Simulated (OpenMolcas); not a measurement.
**Exact exchange and the electronic atomisation energy of CH4AlIn**

CH4AlIn has 7 atoms, charge 0, and is taken as a singlet. SMILES: `[CH2]1[AlH][InH]1`. The shape is that of a PBE0-D4/def2-TZVP optimisation.

The electronic atomisation energy y, in eV, basis def2-SVPD with a core potential; a is the functional's share of exact exchange. Programs: OpenMolcas 26.06.

| functional | program | a | y (eV) |
| --- | --- | --- | --- |
| r2SCAN | OpenMolcas | 0 | 19.10 |
| PBE | OpenMolcas | 0 | 19.01 |
| B3LYP | OpenMolcas | 0.2 | 18.54 |
| PBE0 | OpenMolcas | 0.25 | ? |
| BHLYP | OpenMolcas | 0.5 | 18.12 |

Problem. Fit y = c + s·a to the known rows and predict PBE0.

Solution. 
1. Means of the 4 rows: a = 0.1750, y = 18.693.
2. Σ(Δa)² = 0.1675, Σ(Δa·Δy) = -0.31675, so the slope is -0.31675/0.1675 = -1.891.
3. Intercept: 18.693 − (-1.891) × 0.1750 = 19.024. The largest residual of the fit is 0.11.
4. PBE0: 19.024 + (-1.891) × 0.25 = 18.55 eV.

The run gave 18.77 eV, so the prediction is off by -0.22 eV, more than the largest residual. The rows mix families of semi-local functionals, which the line can't see. Spin-orbit coupling is left out.

Atomisation energy generally falls as exact exchange is mixed in, but not strictly: B3LYP, with less exact exchange than PBE0, gives 18.54 eV against 18.77 eV. The cleanest comparison is PBE with PBE0, which share their semi-local parts, and there the energy drops from 19.01 to 18.77 eV, a gentler decline than the fitted slope implies. The line is probably too steep because both hybrids used in the fit build on Becke exchange and LYP correlation, so a difference in the parent functional is counted as an effect of exact exchange.

The downward direction has a familiar origin. Semi-local exchange imitates part of the left-right correlation in electron-pair bonds, which stabilises the molecule relative to its separated atoms. Exact exchange lacks this contribution, and the accompanying semi-local correlation doesn't fully restore it. The slope is therefore not a transferable measure of exchange sensitivity, and without a correlated wavefunction or experimental reference the spread doesn't show which functional is most accurate for this ring.
